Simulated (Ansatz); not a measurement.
# WC: energy above lowest point against volume scale

Free energy against uniform scaling of the volume at fixed shape and fractions; periodic cell, basis, potentials, k mesh and filling as listed. The results are calculated, by Ansatz 0.2.0.

The cell before it is scaled or strained (space group Fm-3m, No. 225):
```
WC
1.0
      0.0000     2.1927     2.1927
      2.1927     0.0000     2.1927
      2.1927     2.1927     0.0000
W C
1 1
Direct
  0.00000 0.00000 0.00000
  0.50000 0.50000 0.50000
```

Settings of every row: functional LDA; dispersion none; potentials PAW; wave cutoff 517.02 eV; density cutoff 2068.1 eV; k mesh 11x11x11; k shift 0x0x0; occupations methfessel paxton; smearing width 0.1 eV; spin none.

Limits: coarse k mesh, up to 40 meV an atom off; no spin-orbit coupling, which can matter with elements this heavy; the cell comes from a prototype or a list of computed structures and needn't be the stable phase.

| row | volume scale | V (Å³/atom) | energy above lowest point (meV/atom) |
| --- | --- | --- | --- |
| 1 | 0.92 | 9.699 | 19.5 |
| 2 | 0.9467 | 9.98 | 0 |
| 3 | 0.9733 | 10.261 | 1.6 |
| 4 | 1 | 10.542 | 21.3 |
| 5 | 1.0267 | 10.824 | ? |
| 6 | 1.0533 | 11.104 | 105.6 |
| 7 | 1.08 | 11.386 | 166.1 |

Question: what energy above lowest point should row 5 give?

Worked fit of energy above lowest point. Take u = (V_r/V)^(2/3) − 1 with V_r = 10.401 Å³ an atom, which is twice the finite (Eulerian) strain; such expansions in the strain, on which the Birch-Murnaghan equation of state is built, carry the rest volume and the bulk modulus. The shown rows have u = 0.04769, 0.02793, 0.00908, -0.00894, -0.04267, -0.05854. Least squares give energy above lowest point = 9.33 − 1101.7 × u + 27289 × u² + 6072 × u³ meV/atom; a parabola predicts inner rows, each left out in turn, worse (root mean square 0.27 against 0.092 meV/atom). The rows lie off it by 0.0, 0.0, 0.0, -0.1, 0.0, 0.0. Its lowest point lies at u = 0.0201, or V = 10.1 Å³ an atom, and the curvature there gives the bulk modulus at fixed shape and fractions, B = (4/9)(1 + u)² E″(u)/V = 406 GPa. The withheld row has u = -0.02623, so the fit gives 9.33 − 1101.7 × (-0.02623) + 27289 × (-0.02623)² + 6072 × (-0.02623)³ = 56.9 meV/atom.

The calculation gave 56.7 meV/atom. The fit lies 0.2 meV/atom (0.12 % of the column's range) above it; its largest miss of a shown row is 0.1 meV/atom.
